## Appendix A. Nalewajski–Mrozek valence in minimal-basis H$_2$

### A.1 Definitions and the general partition

Let $\mathbf P$ be the spin-summed one-particle density matrix of a closed-shell molecule in a real orthonormal basis of atom-labelled functions, here Löwdin orbitals. The promolecule matrix $\mathbf P^0$ is built by placing the density matrix of each free atom, expressed in that atom's own orthonormal orbitals, in the corresponding diagonal block. Its interatomic blocks vanish by construction. With $\Delta\mathbf P=\mathbf P-\mathbf P^0$, the total valence, counted as positive, is

$$V=\tfrac12\,\mathrm{Tr}\,(\Delta\mathbf P)^2=\tfrac12\sum_{\mu\nu}(\Delta P_{\mu\nu})^2 .\tag{A1}$$

Sort the terms by atoms. Each pair $A\ne B$ occurs twice, which cancels the factor $\tfrac12$, and $\Delta\mathbf P_{AB}=\mathbf P_{AB}$. Hence

$$V=\sum_A \tfrac12\,\mathrm{Tr}\,(\Delta\mathbf P_{AA})^2+\sum_{A<B}W_{AB},\qquad W_{AB}=\sum_{\mu\in A}\sum_{\nu\in B}P_{\mu\nu}^2 ,\tag{A2}$$

where $W_{AB}$ is the Wiberg index. The one-centre term divides further,

$$\tfrac12\,\mathrm{Tr}\,(\Delta\mathbf P_{AA})^2=\tfrac12\sum_{\mu\in A}(\Delta P_{\mu\mu})^2+\sum_{\mu<\mu'\in A}(\Delta P_{\mu\mu'})^2 ,\tag{A3}$$

into an ionic (diagonal) and a one-centre covalent (off-diagonal) part. Only their sum is invariant under rotations among the orbitals of $A$, and the diagonal part also registers promotion within a neutral atom. With one orbital per atom both complications are absent, and the one-centre term measures charge transfer alone.

For open shells the definition is $V=\sum_\sigma \mathrm{Tr}(\Delta\mathbf P^\sigma)^2=\tfrac12\mathrm{Tr}(\Delta\mathbf P)^2+\tfrac12\mathrm{Tr}(\Delta\mathbf Q)^2$ with $\mathbf Q=\mathbf P^\alpha-\mathbf P^\beta$. It reduces to (A1) when the spin density matrices of molecule and promolecule both vanish.

### A.2 Two orbitals, two electrons

Place identical normalised 1s functions $a$ and $b$ on atoms A at $z=-R/2$ and B at $z=+R/2$, with overlap $S$. The symmetry orbitals are $g=(a+b)/\sqrt{2(1+S)}$ and $u=(a-b)/\sqrt{2(1-S)}$, and the Löwdin orbitals are $\bar a=(g+u)/\sqrt2$ and $\bar b=(g-u)/\sqrt2$. Up to an overall sign, any real normalised orbital is

$$\varphi=g\cos\chi+u\sin\chi=\frac{(\cos\chi+\sin\chi)\,\bar a+(\cos\chi-\sin\chi)\,\bar b}{\sqrt2}.$$

Occupy it twice and set $q=\sin2\chi$, $w=\cos2\chi$. The bonding branch has $w=+\sqrt{1-q^2}$. Neutral spin-averaged atoms carry half an electron of each spin, so $\mathbf P^0=\mathbf 1$ and

$$\mathbf P=\begin{pmatrix}1+q&w\\ w&1-q\end{pmatrix},\qquad \Delta\mathbf P=\begin{pmatrix}q&w\\ w&-q\end{pmatrix}.\tag{A4}$$

Thus $q$ is the number of electrons moved from B to A. Equation (A2) gives

$$V^{\rm ion}=\tfrac12q^2+\tfrac12q^2=q^2,\qquad V^{\rm cov}=W_{AB}=1-q^2,\qquad V=1 .\tag{A5}$$

Since $q^2+w^2=1$, one has $(\Delta\mathbf P)^2=\mathbf 1$, and since $\mathrm{Tr}\,\Delta\mathbf P=0$ the eigenvalues are $+1$ and $-1$. The eigenvectors, the natural orbitals for chemical valence, are $\varphi$ and its orthogonal partner $\varphi^\ast=-g\sin\chi+u\cos\chi$. Bond formation raises the occupation of $\varphi$ from 1 to 2 and lowers that of $\varphi^\ast$ from 1 to 0, whatever the polarity. In the Nalewajski–Mrozek bond multiplicity the one-centre terms are shared among the bonds of each atom. A diatomic has one bond, so its multiplicity equals $V=1$, while the Wiberg index falls as $1-q^2$.

### A.3 Polarising the bond with a field

In free H$_2$ inversion symmetry gives $q=0$, so $V^{\rm cov}=1$ and $V^{\rm ion}=0$. The ionic valence counts net charge transfer. It does not count the ionic structures H$^-$H$^+$ and H$^+$H$^-$ of valence bond theory, which enter the doubly occupied $g$ orbital with equal weights. A uniform field $F$ along $+z$ makes $q$ nonzero at fixed $R$. In atomic units each electron gains the energy $+Fz$. Symmetry gives $\langle g|z|g\rangle=\langle u|z|u\rangle=0$, and

$$\langle g|z|u\rangle=-d,\qquad d=\frac{R}{2\sqrt{1-S^2}} .$$

With core integrals $h_g,h_u$, Coulomb integrals $J_{gg},J_{uu},J_{gu}$ and the exchange integral $K=(gu|gu)$, the restricted Hartree–Fock (RHF) electronic energy is

$$E=2h_g\cos^2\chi+2h_u\sin^2\chi+J_{gg}\cos^4\chi+J_{uu}\sin^4\chi+(2J_{gu}+4K)\cos^2\chi\sin^2\chi-2Fd\sin2\chi .$$

Two-electron integrals with an odd number of $u$ factors vanish by inversion. Substituting $\cos^2\chi=(1+w)/2$, $\sin^2\chi=(1-w)/2$ and $w^2=1-q^2$ gives

$$E=E_c-D\,w+\tfrac12Bq^2-2Fdq,\tag{A6}$$

$$E_c=h_g+h_u+\tfrac12(J_{gg}+J_{uu}),\quad D=h_u-h_g+\tfrac12(J_{uu}-J_{gg}),\quad B=J_{gu}+2K-\tfrac12(J_{gg}+J_{uu}).$$

For $D>0$ the minimum lies on the branch $w>0$, and for $B>0$ the energy is convex in $q$ there. The condition $dE/dq=0$ then has one root and yields the field in closed form,

$$F(q)=\frac{1}{2d}\left[\frac{Dq}{\sqrt{1-q^2}}+Bq\right].\tag{A7}$$

The inputs are typical STO-3G values at an assumed $R=1.4$ bohr: $S=0.6593$ and, in hartree, $h_g=-1.2528$, $h_u=-0.4756$, $J_{gg}=0.6746$, $J_{uu}=0.6975$, $J_{gu}=0.6636$, $K=0.1813$. They give $D=0.789$, $B=0.340$ hartree and $d=0.931$ bohr. One atomic unit of field is 51.42 V/Å. The model's values for chosen $q$ follow.

| $q$ | $F$ (a.u.) | $F$ (V/Å) | $V^{\rm ion}$ | $V^{\rm cov}$ |
|---|---|---|---|---|
| 0.05 | 0.0303 | 1.56 | 0.0025 | 0.9975 |
| 0.10 | 0.0608 | 3.13 | 0.0100 | 0.9900 |
| 0.28 | 0.175 | 8.98 | 0.0784 | 0.9216 |
| 0.60 | 0.427 | 22.0 | 0.3600 | 0.6400 |

In the last row the populations are 1.6 and 0.4, the off-diagonal element is $w=0.8$, each atom contributes 0.18 to the ionic part, and the eigenvalues of $\Delta\mathbf P$ remain $\pm1$. The two-function basis cannot describe field ionisation, so the strong-field rows illustrate the algebra only. The induced dipole is $-dE/dF=2dq$. At weak field $q=2Fd/(D+B)$ with $D+B=1.129$ hartree, and the model's parallel polarisability is $4d^2/(D+B)=3.07\,a_0^3$. This is roughly half the typical value for H$_2$, about $6.4\,a_0^3$, so the model understates the response to a given field. The relations (A5) do not depend on these inputs.

### A.4 Comparison with the general statement

The partition (A2) needs only an orthonormal basis and a block-diagonal $\mathbf P^0$. The value $V=1$ needs more. For a closed-shell determinant of $N$ electrons $\mathbf P=2\boldsymbol\Pi$, with $\boldsymbol\Pi$ the projector on the occupied space, so $\mathbf P^2=2\mathbf P$ and

$$V=N-\mathrm{Tr}(\mathbf P\mathbf P^0)+\tfrac12\mathrm{Tr}(\mathbf P^0)^2 .\tag{A8}$$

If each of $n=N$ basis functions holds one electron in the promolecule, then $\Delta\mathbf P=2\boldsymbol\Pi-\mathbf 1$ is a reflection with $N/2$ eigenvalues $+1$ and $N/2$ eigenvalues $-1$, and $V=N/2$. The diagonal of $(\Delta\mathbf P)^2=\mathbf 1$ reads $q_\mu^2+\sum_{\nu\ne\mu}P_{\mu\nu}^2=1$ with $q_\mu=P_{\mu\mu}-1$. Equation (A5) is the case $N=2$. The model also shows what follows when each condition is dropped.

**Ionic reference.** For H$^-$ on A and H$^+$ on B, $\mathbf P^0=\mathrm{diag}(2,0)$. The covalent part stays $1-q^2$, the one-centre part becomes $(1-q)^2$, and $V=2(1-q)$ with eigenvalues $\pm\sqrt{2(1-q)}$.

**Spin-polarised atoms.** For $\alpha$ spin on A and $\beta$ spin on B, $\mathbf P^0$ is unchanged but $\Delta\mathbf Q=\mathrm{diag}(-1,1)$. This adds 1 to the one-centre term, which becomes $1+q^2$, and $V=2$.

**Overlapping atoms.** The density $a^2+b^2$ has the matrix $\mathbf 1$ in the raw basis and $\mathbf S^{1/2}\mathbf 1\,\mathbf S^{1/2}=\mathbf S$ in the Löwdin basis. Used as reference, it turns the two-centre term into $(w-S)^2$, which is no longer the Wiberg index. At zero field $V=(1-S)^2=0.116$.

**Broken spin symmetry.** At stretched $R$ and zero field an unrestricted determinant has populations $(1\pm m)/2$ on A for the two spins. Then $\tfrac12\mathrm{Tr}(\Delta\mathbf P)^2=1-m^2$ and $\tfrac12\mathrm{Tr}(\Delta\mathbf Q)^2=m^2$ relative to spin-averaged atoms. The total is still 1, and the one-centre term $m^2$ now measures spin polarisation.

**Correlation.** At zero field the full CI ground state in this basis is $c_g|g\bar g|+c_u|u\bar u|$. Measured from the mean of the diagonal elements, the Hamiltonian matrix has $-D$ and $+D$ on the diagonal and $K$ off it, so $c_g^2-c_u^2=D/\sqrt{D^2+K^2}$. The populations of $\bar a$ and $\bar b$ remain 1, and the off-diagonal element is $c_g^2-c_u^2$. Therefore

$$\Delta\mathbf P\ \text{has eigenvalues}\ \pm\frac{D}{\sqrt{D^2+K^2}},\qquad V=W_{AB}=\frac{D^2}{D^2+K^2}.\tag{A9}$$

The model gives natural occupations 1.975 and 0.025, eigenvalues $\pm0.975$ and $V=0.950$. The RHF error in $V$ is thus 0.050, larger than the ionic part in the first two rows of the table. The RHF ionic part reaches this size at $q=0.224$, for which (A7) requires the model field 0.138 a.u. (7.11 V/Å). As $R\to\infty$, $D\to0$ while $K$ stays finite, so the full CI valence goes to zero, whereas RHF keeps $V=1$ at every distance.